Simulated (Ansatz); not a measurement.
## YS: energy less free atoms and pressure against volume scale

Results calculated with Ansatz 0.2.0, not measured. Periodic Kohn-Sham DFT of a crystal at fixed atoms, scaled to volume_scale times the given cell; pressure positive in compression, energy less spherical unpolarised free atoms, largest_vzz the field gradient of largest size among the nuclei.

The cell before it is scaled or strained (space group Fm-3m, No. 225):
```
cell vectors (Å)
   0.0000     2.7437     2.7437
   2.7437     0.0000     2.7437
   2.7437     2.7437     0.0000
atoms (fractions of the cell vectors)
Y   0.50000  0.50000  0.50000
S   0.00000  0.00000  0.00000
```

Settings of every row: method all-electron LAPW; functional LDA; relativity scalar; k mesh 8x8x8; filling fermi-dirac; smearing width 0.01 eV; basis error target 0.25 meV/atom; nucleus gaussian.

Atom start moment: 0 on all atoms.

| row | volume scale | V (Å³/atom) | energy less free atoms (eV/atom) | pressure (GPa) |
| --- | --- | --- | --- | --- |
| 1 | 0.94 | 19.415 | -7.098 | 2.871 |
| 2 | 0.96 | 19.826 | -7.1021 | 0.401 |
| 3 | 0.98 | 20.241 | -7.1003 | -1.81 |
| 4 | 0.99 | 20.445 | -7.0973 | -2.827 |
| 5 | 1 | 20.653 | -7.093 | -3.789 |
| 6 | 1.01 | 20.859 | -7.0875 | -4.698 |
| 7 | 1.02 | 21.065 | ? | ? |
| 8 | 1.04 | 21.478 | -7.0645 | -7.141 |
| 9 | 1.06 | 21.894 | -7.0442 | -8.555 |

Question: what energy less free atoms and pressure should row 7 give?

Worked fit of energy less free atoms. Take u = (V_r/V)^(2/3) − 1 with V_r = 20.549 Å³ an atom, which is twice the finite (Eulerian) strain; such expansions in the strain, on which the Birch-Murnaghan equation of state is built, carry the rest volume and the bulk modulus. The shown rows have u = 0.03857, 0.02417, 0.01012, 0.00339, -0.00336, -0.00993, -0.02905, -0.04139. Least squares give energy less free atoms = −7.09529 − 0.6333 × u + 14.571 × u² eV/atom; a straight line predicts inner rows, each left out in turn, worse (root mean square 0.0077 against 8.5e-05 eV/atom). The rows lie off it by 0.0000, 0.0000, -0.0001, 0.0000, 0.0000, 0.0001, 0.0001, -0.0001. Its lowest point lies at u = 0.0217, or V = 19.9 Å³ an atom, and the curvature there gives the bulk modulus at fixed shape and fractions, B = (4/9)(1 + u)² E″(u)/V = 109 GPa. The withheld row has u = -0.0164, so the fit gives −7.09529 − 0.6333 × (-0.0164) + 14.571 × (-0.0164)² = -7.0810 eV/atom.

The calculation gave -7.0809 eV/atom. The fit lies 0.0001 eV/atom (0.17 % of the column's range) below it, one unit of the last digit.

Worked fit of pressure. Take u = (V_r/V)^(2/3) − 1 with V_r = 20.549 Å³ an atom, which is twice the finite (Eulerian) strain; such expansions in the strain, on which the Birch-Murnaghan equation of state is built, carry the rest volume and the bulk modulus. The shown rows have u = 0.03857, 0.02417, 0.01012, 0.00339, -0.00336, -0.00993, -0.02905, -0.04139. Least squares give pressure = −3.3141 + 143.982 × u + 420.69 × u² GPa; a straight line predicts inner rows, each left out in turn, worse (root mean square 0.22 against 0.0077 GPa). The rows lie off it by 0.006, -0.011, 0.004, -0.006, 0.004, 0.004, 0.001, -0.002 (root mean square 0.0055 GPa). The pressure vanishes at u = 0.0216, or V = 19.9 Å³ an atom, and there the bulk modulus at fixed shape and fractions is B = −V dP/dV = (2/3)(1 + u) dP/du = 110 GPa. The withheld row has u = -0.0164, so the fit gives −3.3141 + 143.982 × (-0.0164) + 420.69 × (-0.0164)² = -5.562 GPa.

The calculation gave -5.559 GPa. The fit lies 0.003 GPa (0.026 % of the column's range) below it; its largest miss of a shown row is 0.011 GPa.
